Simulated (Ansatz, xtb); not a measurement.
## How methods differ on CH4BN (SMILES [BH3-][N+]#C)

CH4BN, singlet, SMILES `[BH3-][N+]#C`. Each level relaxes the structure for itself.

Each level gives the zero-point energy at each level's own minimum (kJ/mol). The values are calculated.

```
                             level                 kind  program  value (kJ/mol)
                          GFN2-xTB       semi-empirical      xtb           123.1
                          GFN1-xTB       semi-empirical      xtb           123.7
                         HF/STO-3G         Hartree–Fock   Ansatz           154.2
                          HF/3-21G         Hartree–Fock   Ansatz           136.6
   HF/6-31G* (Cartesian functions)         Hartree–Fock   Ansatz           135.7
B3LYP/6-31G* (Cartesian functions)        global hybrid   Ansatz           127.4
  MP2/6-31G* (Cartesian functions)  perturbation theory   Ansatz           128.3
```

Harmonic and unscaled. The values span 123.1 to 154.2 kJ/mol. Without the sets that lack polarisation functions the rows with a basis span only 127.4 to 135.7 kJ/mol.

At a fixed 6-31G* basis, adding correlation lowers the zero-point energy from 135.7 kJ/mol with Hartree–Fock to 127.4 with B3LYP and 128.3 with MP2. Hartree–Fock leaves out the correlation that mixes antibonding character into the wavefunction, so bonds come out too short and too stiff, the C≡N triple bond especially. The still higher HF/STO-3G value fits the excessive stiffness of a minimal basis, whose valence functions cannot adapt as the nuclei move. Most of this shift is already gone at HF/3-21G, which suggests that splitting the valence shell matters more here than adding polarisation functions, although the two changes may partly cancel between modes.

The B–H and C–H stretches and the hydrogen bends dominate the sum, whereas the soft dative B–N stretch adds little. The close agreement of B3LYP and MP2 therefore supports a similar overall curvature, but it is a weak test of how either describes the donor–acceptor bond between HCN and borane.
